## Which shapes go into the average

Before a spectrum or a dipole moment is computed for this keto boronic acid, someone must decide which of its shapes deserve an expensive calculation. The table lists six. By the DFT-based weights, the first three carry practically the whole population and the rest can be dropped. By the cheaper GFN2-xTB energies, a semiempirical tight-binding method, the fourth would have to stay. The decision therefore rests on why the energy jumps after row 3, and on why the two methods disagree about that jump.

Conformers of CF3CH2C(O)CH2B(OH)2 in the gas phase, with CAM-B3LYP-D3(BJ)/6-31G(d) energies (PySCF 2.14.0) at GFN2-xTB geometries (tblite 0.8.0). Free energies and weights at 298.15 K combine the DFT energies with GFN2-xTB quasi-harmonic free-energy terms. Each mirror pair is shown once, and its weight covers both forms.

```
number   torsions in degrees  GFN2-xTB energy above its lowest (kcal/mol)  DFT energy above the lowest (kcal/mol)  free energy above the lowest (kcal/mol)  weight (%)  dipole (D)
     1  (63,142,1,-177,-112)                                        0.000                                   0.000                                    0.000       45.80       1.440
     2  (56,-38,-177,-1,109)                                        0.210                                   0.240                                    0.150       35.50       1.840
     3   (58,-39,-176,-1,-5)                                        0.600                                   0.800                                    0.530       18.70       3.030
     4    (98,72,-1,-177,98)                                        1.020                                   4.080                                    3.990        0.10       3.790
     5   (105,-150,1,-1,130)                                        3.120                                   6.710                                    6.090        0.00       5.450
     6      (100,49,0,0,104)                                        3.070                                   7.170                                    6.800        0.00       6.060
```

## Reading the torsions

The molecule has a ketone in the middle, C2=O1. One arm is a CH2 group, C3, that carries the boronic acid B(OH)2. The other arm is a CH2 group, C7, that carries the CF3 carbon C8. The five torsions are, in order, O1-C2-C3-B4, C2-C3-B4-O5, O6-B4-O5-H5, O5-B4-O6-H6 and O1-C2-C7-C8.

The third and fourth numbers tell where the two OH hydrogens point. Near 0 degrees a hydrogen lies on the outer side of the group, towards the other oxygen. Near 180 degrees it is turned inwards, towards the carbon chain. The two oxygens are chemically equivalent, so it does not matter which of them carries the inward hydrogen.

Read this way, rows 1 to 4 have one hydrogen in and one out, while rows 5 and 6 have both out. Rows 1 and 2 look different on paper, but once the oxygen labels are exchanged they differ mainly in the side to which the CF3 group is turned.

## The contact that rows 1 to 3 share

An inward hydrogen can reach the ketone oxygen if the chain is folded the right way. Whether it does so can be estimated from the torsions with standard bond lengths and angles and no fitted number. Row 1 serves as the example.

Put boron at the origin, the $z$ axis along the bond to C3, and C2 in the $xz$ plane. With B-O 1.4 Å, O-H 0.97 Å and a flat B(OH)2 group, the inward hydrogen lies at a distance $r$ from the axis and at a height $z_H$:

$$r = 1.4\sin 120^\circ + 0.97\cos 40^\circ = 1.96\ \text{Å}$$

$$z_H = 1.4\cos 120^\circ + 0.97\sin 40^\circ = -0.08\ \text{Å}$$

In row 1 this hydrogen sits on O6, opposite O5, so its torsion against C2 is $142^\circ - 180^\circ = -38^\circ$. That gives $x_H = r\cos 38^\circ = 1.54$ Å and $y_H = r\sin 38^\circ = 1.20$ Å.

The ketone oxygen is reached through B-C 1.6 Å, C-C 1.5 Å and C=O 1.2 Å. Half of the C=O length continues along the C3-C2 direction, which makes 2.1 Å, and the remainder stands across it, turned by the first torsion of 63 degrees:

$$x_O = 2.1\sin 110^\circ - 1.2\sin 120^\circ\cos 110^\circ\cos 63^\circ = 2.13\ \text{Å}$$

$$y_O = 1.2\sin 120^\circ\sin 63^\circ = 0.93\ \text{Å}$$

$$z_O = 1.6 - 2.1\cos 110^\circ - 1.2\sin 120^\circ\sin 110^\circ\cos 63^\circ = 1.87\ \text{Å}$$

The two atoms are then

$$\sqrt{0.59^2 + 0.27^2 + 1.95^2} \approx 2.1\ \text{Å}$$

apart. This is well inside the contact distance of hydrogen and oxygen, roughly 2.6 Å, and typical of a hydrogen bond.

The same construction, printed for every row in the output below, gives about 2.0 Å for rows 2 and 3, but 3.7 Å for row 4 and more than 4.5 Å for rows 5 and 6. Idealised angles may shift a distance by some tenths of an ångström, which does not blur so wide a gap. Rows 1 to 3 thus close a six-membered ring, O-H···O=C, and the other three do not. The estimate shows that the contact exists; it says nothing about its energy.

## Row 4: the contact is lost

Row 4 has the same in-and-out pair of OH groups as the first three rows. Its chain is turned, however, so that the inward hydrogen points past the ketone. The positive hydrogen no longer faces the negative oxygen, and the attraction between them should be much weaker. In DFT this row lies 3.28 kcal/mol above row 3.

GFN2-xTB gives only 0.42 kcal/mol for the same step. For the steps from row 4 to rows 5 and 6, where no such contact is at stake, the two methods differ by about 0.5 and 1.0 kcal/mol. This suggests that they disagree chiefly on what the hydrogen bond is worth. The step is not a pure hydrogen-bond energy. The CF3 group also leaves the unfavourable position that it has in row 3, so row 2, where that group is turned much as in row 4, is the fairer partner. From there the step is 3.84 kcal/mol in DFT and 0.81 in GFN2-xTB. The turning of the chain has a price of its own as well, on which the two methods may also differ.

There are reasons to doubt the DFT value too. In a small basis set, two groups in contact borrow each other's basis functions, which makes a hydrogen bond look too strong. The DFT energies were also computed at GFN2-xTB geometries, without letting the shapes relax in DFT.

The consequence for the population is large, because energies enter the weights exponentially. Going from GFN2-xTB to DFT energies cuts row 4 against row 1 by a factor of about 175. With the cheaper energies, row 4 would hold about a fifth of the weight of row 1; with DFT it holds at most a tenth of a percent of the whole.

## Rows 5 and 6: two hydrogens side by side

These rows lack the contact as well, and DFT puts them another 2.6 to 3.1 kcal/mol above row 4. What is new is the boronic acid group itself. In rows 1 to 4 the outer hydrogen faces a lone pair of the neighbouring oxygen, whose own hydrogen is turned away. In rows 5 and 6 it faces another hydrogen instead.

The geometric estimate puts these two hydrogens 2.1 Å apart, against 3.4 Å in the other rows. Two positive ends are pushed together, and a weak attraction inside the group is given up. Both methods see this cost, and they agree on it far better than on the hydrogen bond.

The dipole moment fits the picture. With both hydrogens out, the two O-H bonds are nearly parallel and their dipoles add; with one in and one out they partly cancel. Rows 5 and 6 accordingly have the largest dipoles, 5.45 and 6.06 D. Which of the two lies lower depends on the method, so their order should not be interpreted.

## Row 3: the CF3 group turns

Rows 2 and 3 have nearly the same torsions except the last, which changes from 109 to -5 degrees. The hydrogen bond stays as it was, so this pair shows what turning the CF3 group costs: 0.56 kcal/mol in DFT and 0.39 in GFN2-xTB. The dipole rises by 1.19 D at the same time.

Electrostatics offers a reason for both changes. The C=O bond is negative at oxygen, and the CF3 group is negative at its fluorines. Near 0 degrees both point to the same side of the chain, so their dipoles partly add and like charges come close. Near 109 degrees they point more nearly in opposite directions and partly cancel.

Row 3 still holds 18.7% of the population, partly because the thermal terms, from vibration and rotation together, bring its free energy closer to that of row 1. That help is small, 0.27 kcal/mol, and it rests on GFN2-xTB vibrations, not on DFT ones. Row 3 is nevertheless a true minimum in GFN2-xTB: its lowest modes are all real, and the search counted no saddle points. Whether it stays one in DFT was not tested.

## What to carry forward

Three questions sort these six shapes into groups, in order of their weight in DFT. Does an OH reach the ketone? Do the two OH hydrogens avoid each other? Does the CF3 group point away from the C=O bond?

Rows 1 to 3 belong together in any average. An error of 0.5 kcal/mol, quite possible at this level, changes a ratio of weights by a factor of 2.3, while rows 1 and 2 differ by a factor of only 1.3. Their order is therefore open, and the search may have overlooked a further shape that would take a share.

The weights hold for the gas phase only. A polar solvent would tend to favour the larger dipoles of rows 4 to 6, and one that accepts hydrogen bonds would also compete with the ketone for the OH hydrogen. Whether row 4 may be dropped even in the gas phase depends on one number, its energy above row 1: is it nearer to 1 or to 4 kcal/mol once both shapes are relaxed in DFT with a larger basis set?

Printed output of the fit:

```
Estimated distances (angstrom) and differences of energies (kcal/mol):
  row  'OH hydrogen to ketone O'  'H to H of the two OH'  'DFT less GFN2-xTB'  'free energy less DFT energy'  'weight from free energy in %'
    1                      2.059                    3.39                    0                              0                           45.74
    2                      1.983                    3.39                 0.03                          -0.09                           35.51
    3                      2.015                    3.39                  0.2                          -0.27                            18.7
    4                      3.672                    3.39                 3.06                          -0.09                          0.0544
    5                      4.598                   2.088                 3.59                          -0.62                        0.001571
    6                      4.685                   2.088                  4.1                          -0.37                       0.0004741
Weight of rows 1 to 3 together in %: 100
DFT step from row 2 to row 3 in kcal/mol: 0.56
GFN2-xTB step from row 2 to row 3 in kcal/mol: 0.39
Dipole step from row 2 to row 3 in D: 1.19
DFT step from row 3 to row 4 in kcal/mol: 3.28
GFN2-xTB step from row 3 to row 4 in kcal/mol: 0.42
DFT step from row 4 to row 5 in kcal/mol: 2.63
GFN2-xTB step from row 4 to row 5 in kcal/mol: 2.1
DFT step from row 4 to row 6 in kcal/mol: 3.09
GFN2-xTB step from row 4 to row 6 in kcal/mol: 2.05
Factor by which DFT in place of GFN2-xTB energies cuts row 4 against row 1: 175
Factor in a weight ratio for an error of 0.5 kcal/mol: 2.325
```
